Dear colleague,

The line of an intersubband laser is narrow mainly because the refractive index barely follows the gain when the laser runs at the top of its gain curve. Below I derive the linewidth enhancement factor α_H and the intrinsic linewidth from stated premises, list the limits, and put in numbers for a Fabry-Perot cascade laser at 8 µm.

1. Premises and conventions

Fields vary as exp(−iωt), so Im χ > 0 is absorption. The growth axis is z, the electron charge is −e, n3 and n2 are sheet densities per period (spin included) in the upper and lower laser subbands, L_p is the period, and γ is the half width at half maximum of the transition in energy units.

(a) The subbands are parallel: E32, the real dipole length z32 and γ do not depend on the in-plane wave vector k.
(b) E32, z32 and γ do not depend on the populations, and no other transition changes the index.
(c) Occupations are far below one.
(d) One TM mode of an index-guided waveguide oscillates, with effective index n, group velocity v_g = c/n_g, overlap factor Γ, internal loss α_i, length L and two facets of power reflectivity R_f. Gain and loss are uniform along the cavity.
(e) The dephasing time ħ/γ is shorter than the subband lifetimes, and these are shorter than the photon lifetime.
(f) The internal loss and the space outside the facets are thermal baths.

2. The susceptibility

A z-polarised field F(t) = ½[F0 exp(−iωt) + c.c.] adds ezF(t) to the Hamiltonian. The operator z acts on the envelope functions only, so it couples |2,k⟩ to |3,k⟩ at the same k. With occupations f2, f3 and a dephasing rate γ/ħ, the equation iħ dρ/dt = [H, ρ] gives for the off-diagonal element

iħ dρ32/dt = (E32 − iγ) ρ32 + e z32 F(t) (f2 − f3).   (1)

The diagonal elements of z multiply ρ32 F, which is second order in the field and has no component at ω. In single-mode operation f2 and f3 are steady, saturated or not. Insert ρ32 = u exp(−iωt) + v exp(+iωt) and match exponentials:

u = −e z32 F0 (f2 − f3) / [2(E32 − ħω − iγ)],
v = −e z32 F0* (f2 − f3) / [2(E32 + ħω − iγ)].

The dipole moment is −e z32 (ρ32 + ρ32*), whose exp(−iωt) part is −e z32 (u + v*). By premise (a) every k has the same denominators, so the sum over k and spin per unit area turns f2 − f3 into n2 − n3. Dividing by L_p and equating to ε0 χ F0/2,

χ(ω) = −[e² z32² (n3 − n2)/(ε0 L_p)] × [1/(E32 − ħω − iγ) + 1/(E32 + ħω + iγ)].   (2)

The minus sign matters: inversion makes Im χ negative, which is gain. The bracket combines to 2E32/(E0² − ħ²ω² − 2iγħω), with E0² = E32² + γ².

3. The factor α_H

To first order in χ the propagation constant of the mode is β = k0[n + Γχ/(2n)], with k0 = ω/c; this defines Γ, which is real and common to both parts of χ. The power varies as exp(−2 Im β x) along the cavity axis x, so the modal gain is g = −(Γk0/n) Im χ and the modal index change is δn = Γ Re δχ/(2n). Henry's factor (1982) compares the two changes when the populations change at fixed ω:

α_H = −2k0 δn/δg = Re δχ / Im δχ.   (3)

By premise (b), δχ is δ(n3 − n2) times a fixed complex number, so α_H is the ratio of the real to the imaginary part of the bracket in (2):

α_H = (E0² − ħ²ω²)/(2γħω) ≈ (E32 − ħω)/γ.   (4)

The second form keeps the resonant term alone, since 1/(Δ − iγ) = (Δ + iγ)/(Δ² + γ²) with Δ = E32 − ħω. It is positive on the low-energy side of the line and negative on the high-energy side, and it does not depend on the pumping. The imaginary part of the bracket is 4E32γħω/[(E0² − ħ²ω²)² + 4γ²ħ²ω²] = [E32/(γħω)]/(1 + α_H²). Multiplying by k0 = ħω/(ħc) cancels the photon energy:

g(ω) = g_peak/(1 + α_H²),   g_peak = Γ [E32/(ħc)] e² z32² (n3 − n2)/(n ε0 L_p γ).   (5)

So α_H vanishes at the gain peak, with or without the antiresonant term; that term only moves the peak from E32 to E0, up by about γ²/(2E32). Equation (5) also says that 1 + α_H² is the ratio of the peak gain to the gain at the lasing frequency.

4. The mode equation and its noise

Let a(t) be the slowly varying mode amplitude, normalised so that S = |a|² is the photon number. The cavity fixes β, so the addition δβ = k0Γχ/(2n) shifts the complex mode frequency by −v_g δβ, and a acquires the growth term +i v_g δβ a. Its real part is G/2 with G = v_g g. For a change of inversion, (3) gives i δχ = −Im δχ (1 − iα_H), so the growth term changes by (δG/2)(1 − iα_H). The round-trip condition R_f² exp[2(g − α_i)L] = 1 gives the mirror loss α_m = ln(1/R_f)/L. Define α_tot = α_i + α_m and κ = v_g α_tot.

Let N3, N2 be the electron numbers summed over the N_p periods of area A, N = N3 − N2 = N_p A (n3 − n2), and G = G_N N, which is (5). The golden rule gives an emission rate G_N N3 (S + 1) and an absorption rate G_N N2 S. The coefficient G_N is common to both because both have the line shape of (2), and the blocking factors 1 − f are dropped by premise (c). A bath j that drains the mode at rate κ_j and has Bose occupation n_j = 1/[exp(ħω/k_BT_j) − 1] removes photons at κ_j(n_j + 1)S and supplies them at κ_j n_j (S + 1). Adding up,

dS/dt = (G − κ)S + R,   R = G_N N3 + v_g α_i n_int + v_g α_m n_ext.   (6)

In the steady state G − κ = −R/S, which is tiny above threshold, so G = κ in R. Then G_N N3 = κ N3/N and

R = κ (n_sp + n_th),   n_sp = n3/(n3 − n2),   n_th = (α_i n_int + α_m n_ext)/α_tot.   (7)

The source R does not depend on the phase of the field, and it is white by premise (e). It is therefore represented by a complex Gaussian force ξ(t) added to da/dt, with ⟨ξ*(t)ξ(t′)⟩ = R δ(t − t′) and ⟨ξξ⟩ = 0, which reproduces the term R in (6) for normally ordered averages. Symmetric ordering gives the same strength: half of emission plus absorption, κ(n_sp − ½), and the baths, κ(n_th + ½), add to (7).

Write a = √S exp(iφ) and split ξ exp(−iφ) = ξ_r + iξ_t into independent parts of strength R/2 each. Then S is driven by ξ_S = 2√S ξ_r, of strength 2RS, and φ by ξ_φ = ξ_t/√S, of strength R/(2S). Linearised about the steady state, and without terms of relative order 1/S,

dδS/dt = G_N S δN − (R/S) δS + ξ_S,   (8)
dφ/dt = −(α_H/2) G_N δN + ξ_φ.   (9)

5. Populations

Let r = GS be the net stimulated rate, I the current, τ3 the total lifetime of level 3, τ32 the 3→2 scattering time, τ2 the extraction time and N_b = N_p A n_b the number to which thermal backfilling alone fills level 2:

dN3/dt = N_p I/e − N3/τ3 − r,   dN2/dt = N3/τ32 + r − (N2 − N_b)/τ2.   (10)

The steady second equation with N3 = N + N2 and r = G_N N S gives N2(1 − τ2/τ32) = Nτ2/τ32 + τ2 G_N N S + N_b, and since n_sp = 1 + N2/N,

n_sp = [1 + n_b/(n3 − n2) + τ2 G_N S]/(1 − τ2/τ32).   (11)

The inversion is clamped at its threshold value, but n_sp is not: stimulated emission loads level 2.

For slow fluctuations at fixed current, (10) gives δN3 = −τ3 δr and δN2 = τ2(δN3/τ32 + δr), so δN = −τ_e δr with τ_e = τ3(1 − τ2/τ32) + τ2. With δr = κ δS + G_N S δN and a carrier noise f(t) from the shot noise of injection and scattering,

δN = −τ_e κ δS/(1 + s) + f,   s = τ_e G_N S.

In (8) this damps δS at the rate Γ_R = κ s/(1 + s), without relaxation oscillation, and gives ⟨δS²⟩/S² = R/(SΓ_R) from ξ_S.

6. Phase diffusion

Solve (8) for G_N δN, insert it in (9) and integrate over a time t:

φ(t) − φ(0) = ∫ξ_φ dt + (α_H/2S) ∫ξ_S dt − (α_H/2S)[δS(t) − δS(0)] − (α_H R/2S²) ∫δS dt.   (12)

The third term is bounded, because δS is damped, and does not diffuse. In the fourth, for t ≫ 1/Γ_R, δS ≈ (ξ_S + G_N S f)/Γ_R. The ξ_S part is smaller than the second term by R/(SΓ_R). The carrier part carries the same small factor, and its strength G_N²S² × 2τ3N3, taken as shot noise, is only of order s times 2RS. Carrier noise thus drops out: it moves the intensity, while the inversion, and with it the index, stays clamped. This relies on premise (b), by which the index feels n3 − n2 only.

The first two terms are independent, so

⟨[φ(t) − φ(0)]²⟩ = [R/(2S) + α_H² × 2RS/(4S²)] |t| = 2D|t|,   D = R(1 + α_H²)/(4S).

For a Gaussian phase ⟨exp(iΔφ)⟩ = exp(−⟨Δφ²⟩/2) = exp(−D|t|). Its Fourier transform is 2D/(D² + Ω²), a Lorentzian of full width 2D in angular frequency, or D/π in hertz:

Δν = κ (n_sp + n_th)(1 + α_H²)/(4πS).   (13)

Thermal photons kick amplitude and phase just as spontaneous ones do, so n_th stands beside n_sp, inside the factor 1 + α_H². Below threshold the amplitude decays at (κ − G)/2 = R/(2S) and the width is R/(2πS), the form of Schawlow and Townes (1958). Above threshold saturation removes the amplitude half of it, which gives the modified value, and the index returns a share α_H² of that half to the phase.

7. Output power and the open cavity

With uniform net gain g − α_i = α_m the forward and backward powers are P_f = P0 R_f exp(α_m x) and P_b = P0 exp(−α_m x), with exp(α_m L) = 1/R_f. The stored energy is ħωS = Q/v_g, where Q = ∫(P_f + P_b)dx = 2P0(1 − R_f)/α_m, and the power from both facets together is P = 2(1 − R_f)P0 = α_m Q. Hence S = P/(ħω v_g α_m).

Equation (13) treats the field as uniform along x. A noise field added to a travelling wave changes the complex logarithm of that wave by noise/amplitude, and linear propagation and reflection preserve the change. The variance added per round trip is therefore proportional to ∫(1/P_f + 1/P_b)dx for sources spread uniformly. Because P_f P_b = R_f P0² everywhere, this integral equals Q/(R_f P0²). For a uniform field with the same Q, P_f = P_b = Q/(2L) and the integral is 4L²/Q. The ratio is

K = Q²/(4L² R_f P0²) = [(1 − R_f)/(√R_f ln(1/R_f))]².   (14)

Thermal light from outside enters at the facets, with weight (1 − R_f)/P_f(0) at x = 0. This equals α_m ∫dx/P_f, the weight of a uniform source of strength α_m, and likewise at the other facet, so K multiplies all of R. Both quadratures of the logarithm are scaled alike, so 1 + α_H² is untouched. The result is

Δν = K Δν_ST (n_sp + n_th)(1 + α_H²),
Δν_ST = κ/(4πS) = ħω v_g² α_m α_tot/(4πP),   (15)

with P the sum over both facets (8π times the power per facet in the denominator, if you prefer that). The term τ2 G_N S in (11) cancels the 1/S, so (15) has the form constant/P plus a floor K κ τ2 G_N (1 + α_H²)/[4π(1 − τ2/τ32)]. On your frequency discriminator the intrinsic line is a white plateau. A one-sided frequency-noise density W gives ⟨Δφ²⟩ = 4W ∫ sin²(πft)/f² df = 2π²W|t|, so D = π²W and W = Δν/π, for Fourier frequencies below Γ_R/2π.

8. Where a Fabry-Perot laser sits on the line

By (5) the inversion needed at frequency ω is proportional to α_tot(ω)(1 + α_H²), and the mode that needs the least lases first. Setting the logarithmic derivative to zero, with dα_H/d(ħω) ≈ −1/γ,

α_H/(1 + α_H²) = (γ/2) d ln α_tot/d(ħω).

For a Drude-like internal loss, α_i ∝ (ħω)^−2, and constant α_m this is

α_H/(1 + α_H²) = −(γ/ħω)(α_i/α_tot).   (16)

The discrete modes, spaced by c/(2n_g L), add at most half a spacing to the detuning.

9. Numbers at 8 µm

The inputs are illustrative values, typical of an InGaAs/InAlAs cascade on InP at room temperature: λ = 8.00 µm, n = 3.20, n_g = 3.30, L = 3.0 mm, ridge width 10 µm, N_p = 35, L_p = 45 nm, Γ = 0.60, z32 = 2.0 nm, γ = 10 meV, α_i = 5.0 cm⁻¹, τ3 = 0.60 ps, τ32 = 1.5 ps, τ2 = 0.20 ps, n_b = 1.0×10⁹ cm⁻², both baths at 300 K, and P = 20 mW in one mode. They were chosen together so that the threshold current density is of a typical size. Three figures below serve the arithmetic only.

Cavity: ħω = 155.0 meV, k0 = 7854 cm⁻¹, R_f = [(n − 1)/(n + 1)]² = 0.274, α_m = 4.31 cm⁻¹, α_tot = 9.31 cm⁻¹, v_g = 9.08×10⁷ m/s, κ = 8.46×10¹⁰ s⁻¹. Then S = 2.06×10⁷, Δν_ST = 327 Hz and K = 1.15.

Gain: with E32 set equal to ħω in (5), good to better than one per cent, g_peak/(n3 − n2) = 2.37×10⁻⁹ cm, so n3 − n2 = 3.93×10⁹ cm⁻², N = 4.13×10⁷ and G_N = κ/N = 2.05×10³ s⁻¹. In (11), n_b/(n3 − n2) = 0.254, τ2 G_N S = 0.0084 and 1 − τ2/τ32 = 0.867, so n_sp = 1.46 and n2 = 1.8×10⁹ cm⁻². The threshold current density e n3/τ3, with n3 from (11) at S = 0, is 1.5 kA/cm², and by (10) the chosen power needs a current 2.4 per cent above threshold.

Thermal photons: ħω/k_BT = 5.99 and n_th = 0.0025. If the absorbing carriers were at 400 K their occupation would be 0.011. The term matters at long wavelength, where a 15 meV photon has occupation 1.27 at 300 K, but not here.

Enhancement factor: the peak lies γ²/(2E32) = 0.32 meV above E32. Equation (16) gives α_H = −0.035 and α_H² = 0.0012. The mode spacing is 15.1 GHz or 0.063 meV, which adds at most 0.003 to |α_H|.

The model's linewidth is Δν = 1.15 × 327 Hz × 1.46 × 1.0012 ≈ 5.5×10² Hz, a plateau W of about 175 Hz²/Hz. Thermal photons supply 0.9 Hz of this and the power-independent floor about 4 Hz. The open-cavity factor, 15 per cent, is far larger than the α_H² term. If a grating or an external cavity held the mode 5 meV below the peak, α_H would be 0.5 and 1 + α_H² would be 1.25.

10. Range of validity

Time scales and linearisation. Here ħ/γ = 66 fs, τ_e = 0.72 ps and 1/κ = 12 ps, in the order of premise (e). Also s = 0.030, Γ_R = 2.5×10⁹ s⁻¹, Γ_R/2π = 0.40 GHz and R/(SΓ_R) = 2.4×10⁻⁶, so (12) is safe even this close to threshold. The dependence of α_H on the instantaneous frequency, dα_H/dω = −ħ/γ, feeds back in (9) and divides each frequency kick by 1 + ħκ/(2γ) near the peak, which lowers Δν by 0.6 per cent.

Degeneracy. For a mass of 0.05 m_e and k_BT_e = 30 meV (approximate values) the largest f2 is n2 πħ²/(m k_BT_e) = 0.003. Without premise (c), n_sp is Σf3(1 − f2)/Σ(f3 − f2).

The zero of α_H is fragile, and several neglected terms equal or exceed the value from (16).

First, population-dependent E32 and γ. Differentiating −N/(Δ − iγ) at Δ = 0 gives α_H = (N/γ)(dE32/dN)/[1 − (N/γ)(dγ/dN)]. For the depolarisation shift, confine the response to a slab of width w, with local susceptibility B/(Δ − iγ). Screening of the normal field turns it into B/(Δ + B/n² − iγ), a shift linear in N, and B/γ = −α_tot n L_p/(Γ k0 w) at threshold. This gives α_H = −α_tot L_p/(Γ k0 n w) = −0.006 for w = 5 nm. Shifts of E32 through space charge or voltage redistribution depend on the design and enter by the same formula.

Second, non-parabolicity. If m3 > m2 the transition energy falls as E32 − ηε with the kinetic energy ε in subband 3, η = m3/m2 − 1. For one Boltzmann distribution in k the bracket of (2) becomes ∫exp(−y)dy/(Δ − σy − iγ), with y from 0 to ∞ and σ = ηk_BT_e. For an illustrative σ = 5 meV, half of γ, numerical integration puts the peak at Δ = 0.37γ and gives α_H = −0.04 there. A laser that follows the shifted peak keeps a small α_H. Unequal distributions in the two subbands, or carrier heating with power, change this value.

Third, other transitions. A transition of dipole z_j and energy E_j out of level 3 or 2 adds to |α_H| about (z_j/z32)² γ/|E_j − ħω| times the share of δN carried by that level, up to 0.10 for an equal dipole 100 meV away. It also lets the unclamped combination of n3 and n2 reach the index, so carrier noise returns as a contribution that (15) lacks.

Fourth, scattering-assisted transitions. A photon short of E32 by Δ can be emitted while the electron gains kinetic energy Δ by scattering, and occupations change by exp(−Δ/k_BT_e). Emission and absorption then differ in line shape, the gain is skewed, and α_H changes at order γ/(2k_BT_e) = 0.17. Equation (4) and a detuning-independent n_sp need both |Δ| and γ well below k_BT_e, which is only roughly met here.

These terms leave the sign of α_H at the peak undetermined and its size at one or two tenths, so 1 + α_H² stays within a few per cent of one in the model. As typical knowledge and not as a measurement, mid-infrared cascade lasers show |α_H| near zero close to threshold but often 1 to 2 at higher drive, so there the model's width would be too small by a factor of 2 to 5, while a few hundred hertz at tens of milliwatts is the usual order of size.

Single mode and uniform gain. Picosecond gain recovery lets the standing wave burn a grating into the inversion, and a Fabry-Perot cascade laser turns multimode not far above threshold. Equation (15) holds while one mode carries the power P. With several free modes the clamp acts on the shared gain, and (12) no longer applies mode by mode. At s of order one, saturation along the cavity also alters K and the power-dependent part of n_sp.

Finally, (15) describes quantum and thermal noise of the field only. Current noise and temperature drift tune the index directly and broaden the line recorded over any long time far beyond (15). The quantity to extract is π times the white plateau between the end of the flicker noise and Γ_R/2π, and its test is a straight line against 1/P whose slope is K ħω v_g² α_m α_tot (n_sp + n_th)(1 + α_H²)/(4π), with n_sp taken at threshold.